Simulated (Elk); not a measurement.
# Convergence of the spin moment and free energy of ferromagnetic GaFe3 (Fm-3m) with RKmax in all-electron LDA

We calculate the spin moments and the electronic free energy of ferromagnetic GaFe3 (Fm-3m) with LDA in an all-electron APW+lo basis, raising RKmax from 4.5 to 8.5 at fixed atoms and cell. Iron–gallium alloys are of interest for magnetostrictive sensors and actuators, where both the moment and small energy differences between structures matter. The two need not settle at the same basis size, so a setting that is good enough for one may fail for the other. Free energies are given per atom relative to the run at RKmax 8.5, which is not itself shown to be converged. We also ask what the larger basis costs in processor time.

## Computational details

One system, GaFe3 (Fm-3m), 4 atom(s) a primitive cell, from cells of the Materials Project database (relaxed there by DFT). Elk 11.2.3, all-electron APW+lo with RKmax 4.5 to 8.5, scalar-relativistic valence, Fermi-Dirac smearing of 0.14 eV, k meshes whose coarsest spacing along a reciprocal vector is 0.24 1/Å over all runs (2π included). Functional: LDA, no Hubbard U; collinear spins, no spin-orbit coupling. Atoms and cell are fixed, the moments start parallel, and the RKmax changes together with the plane-wave cutoff of the density and potential (gmaxvr), which rises from 10 to 16 atomic units. Costs are from shared machines (Arm Neoverse V2). Runs that did not converge or carry a known fault are not listed.

Notes on method and selection:

- The reference row is not itself shown to be converged.
- Site moments count the spin inside each program's own atomic sphere, so they depend somewhat on its radius and leave out the spin between the spheres.
- Runs that did not converge, have known faults or may not be shown are not listed, and runs on Ansatz's PAW sets soft_1 and soft_2 are kept to separate tables.

Columns:

- basis: RKmax (mean sphere radius times largest wavevector).
- site moment (μB): largest site spin moment.
- free energy (meV per atom): free energy per atom less its value at the tightest setting.
- net moment (μB): net spin moment per magnetic atom.
- cost (core-s): processor time of the run.

Input lines of one member:

```
tasks
  0
xctype
  3
rgkmax
  8.5
nempty
  14
swidth
  0.005
spinpol
  .true.
ngridk
  8 8 8
```

Command (options for logging and memory left out): `elk`

## The series

| member | basis | site moment (μB) | free energy (meV per atom) | net moment (μB) | cost (core-s) |
| --- | --- | --- | --- | --- | --- |
| 4.5 | 4.5 | 2.253 | 3433.93 | 1.034 | 580 |
| 5.5 | 5.5 | 2.397 | 1177.64 | 1.999 | 320 |
| 6.5 | 6.5 | 2.406 | 317.31 | 1.995 | 320 |
| 7.5 | 7.5 | 2.408 | ? | ? | 300 |
| 8.5 | 8.5 | 2.409 | 0.00 | 1.993 | 350 |

Cells marked ? are withheld until the estimate has been made.

## Why the values move as they do

From RKmax 5.5 upward the moments hardly move. The largest site moment rises by 2.409 − 2.397 = 0.012 μB between 5.5 and 8.5, while the net moment per magnetic atom falls by 1.999 − 1.993 = 0.006 μB.

The free energy settles much later. It drops by 3433.93 − 1177.64 = 2256.29 meV per atom in the first step and by 1177.64 − 317.31 = 860.33 in the second. At 6.5 it is still 317.31 meV per atom above the reference, although both moments are already within 0.003 μB of theirs. A larger basis gives the orbitals more freedom between the spheres and where they join at the sphere surfaces, which lowers the energy. Most of this error is probably common to the two spin channels and so largely cancels in the moment, which depends on the difference in their filling. The density and potential cutoff is the same at 5.5 and 6.5, so the drop between those two runs comes from the larger orbital basis alone. In the other steps both settings change.

The run at 4.5 is a different case. Its net moment of 1.034 μB is about half that of the other runs shown because it settled in another ferromagnetic state, in which the moments of the equivalent pair of iron sites have largely collapsed. The site moment column hides this, since it follows the remaining iron site, which still carries 2.253 μB. A check on the largest moment alone would have missed the change of state.

The larger basis brings no clear penalty in this small cell: 320 core-s at 5.5 and 350 at 8.5 are equal within the uncertainty of shared machines. The smallest basis was the dearest, at 580 core-s, and it took many more self-consistency steps than the next run. For moments, 5.5 is sufficient at the 0.02 μB level; for energies we would use the largest setting, with identical cutoffs and sphere radii in every structure compared.

## A prediction

Plain estimates from the members shown:

- 7.5, straight-line interpolation between 6.5 and 8.5: w = (7.5 − 6.5) / (8.5 − 6.5) = 0.500, so 317.31 + 0.500 × (0.00 − 317.31) = 158.66 meV per atom

The straight-line value of 158.66 meV per atom is too high, because the energy steps shrink quickly as the basis grows. A better start is a constant ratio r between successive unit steps. From 5.5, 6.5 and 8.5, r + r² = 317.31 / 860.33, so r = ((1 + 4 × 317.31 / 860.33)^0.5 − 1) / 2 = 0.2867, and the step from 7.5 to 8.5 is 860.33 × 0.2867² = 70.7 meV per atom.

Tried on the shown member 6.5, using 4.5, 5.5 and 8.5, the same rule reads r + r² + r³ = 1177.64 / 2256.29. This gives r of about 0.35 and a height of about 380 meV per atom, against 317.31 in the table. It overshoots because the ratio itself falls with RKmax.

We therefore let the ratio shrink by a constant factor q at each step. The first ratio is 860.33 / 2256.29 = 0.3813. The two remaining steps must add up to 317.31:

860.33 × 0.3813 × q + 860.33 × 0.3813² × q³ = 317.31

This gives q of about 0.78, and the second term, which is the height of 7.5 above 8.5, is 60 meV per atom.

The different magnetic state at 4.5 enters only through the first ratio. Taking 100 meV per atom off that first step would move the result by about 2. The larger uncertainty is how the ratio falls, and for this we take the distance to the constant-ratio result, 70.7 − 60.2 = 10.5, or about 10 meV per atom.

**Committed estimate, 7.5: free energy = 60 ± 10 meV per atom.**

## The withheld result

| member | basis | site moment (μB) | free energy (meV per atom) | net moment (μB) | cost (core-s) |
| --- | --- | --- | --- | --- | --- |
| 7.5 | 7.5 | 2.408 | 61.31 | 1.991 | 300 |

| member | estimate | free energy (meV per atom) | computed | estimate − computed | miss in error bars |
| --- | --- | --- | --- | --- | --- |
| 7.5 | committed | 60.00 | 61.31 | −1.31 | 0.1 |
| 7.5 | interpolation | 158.66 | 61.31 | +97.34 |  |

The estimate of 60 ± 10 meV per atom was inside its error bar: the computed value is 61.31, a miss of 1.31. Straight-line interpolation was 97.34 too high, and the constant-ratio rule, at 70.7, was about 9 too high.

The argument that held is that each energy step is a smaller fraction of the one before. The third step is 317.31 − 61.31 = 256.00 meV per atom, so the four steps are 2256.29, 860.33, 256.00 and 61.31, with successive ratios of 860.33 / 2256.29 = 0.381, 256.00 / 860.33 = 0.298 and 61.31 / 256.00 = 0.239. These ratios shrink by factors of 0.298 / 0.381 = 0.78 and 0.239 / 0.298 = 0.80, close to the constant factor of about 0.78 used in the estimate.



## Residuals

Only the run at RKmax 4.5 stands apart. Its net moment per magnetic atom is 1.999 − 1.034 = 0.965 μB below that of the next run, whereas the four larger settings agree within 1.999 − 1.991 = 0.008 μB. The cause is the collapsed moments on the equivalent pair of iron sites, not a gradual basis error in one and the same state. A single run does not settle whether the small basis favours this state in energy or the self-consistency cycle merely ended there.

The free energy at 4.5 gives no sign of the change of state, because a basis error of thousands of meV per atom covers any energy difference between the two magnetic solutions. The height of 3433.93 meV per atom is therefore no measure of how stable the low-moment state is.

## Summary

Between RKmax 5.5 and 8.5 the largest site moment is settled to 0.012 μB, but the free energy is not settled even at the top. The last step still lowers it by 61.31 meV per atom. In this one test, the falling step ratio gave the missing setting to within 2 meV per atom, far closer than a straight line.

In practice, comparing one structure at 7.5 with another at 8.5 would introduce a false difference of about 61 meV per atom, or roughly 6 kJ per mole of atoms.

Two omitted effects probably exceed the remaining basis error in the moment. A gradient-corrected functional typically raises iron moments somewhat, and spin-orbit coupling would add a small orbital moment on iron, parallel to the spin.

[Logs are printed without paths, hosts, clocks, repeated set-up lines and the standing remarks that a program may print on its own settings, such as how far it seeks lower states.]
